How far do neutron and ultrasonic elastic constants of KBr differ, and what moves the gap?

A strain u shifts mode λ by δω = −γωu. For C11, γ = −∂lnω/∂u_xx; for C44, u is the engineering shear strain. Let C be the heat capacity per volume and ⟨…⟩ an average weighted by mode heat capacities. For a wave (q, Ω), the intraband bubble with ω2 − ω1 = v·q is

(n1 − n2)/(Ω + ω1 − ω2) → −n′ v·q/(Ω − v·q), n′ = ∂n/∂ω.

This equals δn/δω. Taking q → 0 first gives zero: populations freeze and the modulus is M0. Taking Ω → 0 first gives n′ and the isothermal M_T = M0 − CT⟨γ²⟩.

Question: Can't you just broaden the lines by 1/τ?

Then, at v·q = 0, δn = r n′δω with r = 1/(1 − iΩτ), so slow sound would be isothermal and collisions would leak energy. The ladder rungs supply the scattering-in terms of the Peierls-Boltzmann equation. With one τ, populations relax towards a shifted temperature t = δT/T, δn = r n′(δω − ωt), and energy conservation demands t = −(1 − r)γ̄u + rt, with γ̄ = ⟨γ⟩. Each rung adds a factor r; the series sums to t = −γ̄u. Hence

M(Ω) = M0 − r CT δ², δ² = ⟨γ²⟩ − γ̄²,
M_S − M_T = γ̄²CT, M0 − M_S = δ²CT ≥ 0.

In a cubic crystal C11, C12 and B share the shift B_S − B_T = γ̄²CT, with γ̄ the volume Grüneisen parameter; for shear γ̄ = 0.

Question: Sound has Ω = sq, neither limit.

Right. The collisionless bubble adds CT⟨γ²⟩f. For one isotropic speed v < s, uncorrelated with γ, f = artanh(b)/b − 1, b = v/s.

Numbers at 300 K. Compiled values: a = 6.6 Å (Wikipedia), C11 = 34.76 and C44 = 5.07 GPa (Oses 2018), B = 15.4 GPa and κ = 3.4 W/(m K) (Toher 2017). The cell a³/4 = 71.9 ų gives ρ = 2.75 g/cm³, s_L = 3.56 and s_T = 1.36 km/s along [100], and classically CT = 6k_BT/V = 0.346 GPa (2% high for a Debye temperature of approximately 170 K). A typical γ̄ ≈ 1.5 gives B_S − B_T = 0.78 GPa, 5% of B. A typical v ≈ 1 km/s gives τ = 3κ/(Cv²) ≈ 9 ps. The spreads are illustrative: δ = 1 for C11, 0.5 for C44.

Change one, frequency. Faster strain leaves less time to repopulate, so C11 rises. At 10 MHz, Ωτ = 6×10⁻⁴; at 0.5 THz, 28. With f = 0.028 the rise is 0.35 + 0.03 = 0.38 GPa, 1.1%. Half the δ² part appears at Ωτ = 1, or 18 GHz.

Change two, temperature, with γ̄, δ and volume held. The gap follows CT. At 600 K it doubles, and τ ∝ 1/T moves the crossover up to 35 GHz. At 90 K the Debye factor 0.84 leaves CT = 0.087 GPa and a gap of 0.10 GPa. Classically, neutron C11 thus softens more slowly on heating, by 1.3 MPa/K.

Change three, polarisation. Shear makes no temperature change, so C44 has equal S and T values, yet all of ⟨γ²⟩ relaxes. With f = 0.28 the gap is 0.11 GPa, or 2.2% because C44 is small.

Change four, equal γ for all modes. The strain then only rescales the temperature and nothing relaxes. B_S − B_T stays 0.78 GPa while the C11 gap falls to 0.02 GPa, the streaming term alone.

Question: How much would you trust?

The sign of the δ² part and the scaling with CT. The sizes go as the square of assumed spreads. A τ from κ favours long-lived modes and may exceed typical lifetimes by a large factor. Modes with v·q > Ω subtract from f and those at v·q = Ω damp the wave, so the shear f is uncertain even in sign. Neutron velocities must also be freed of dispersion first.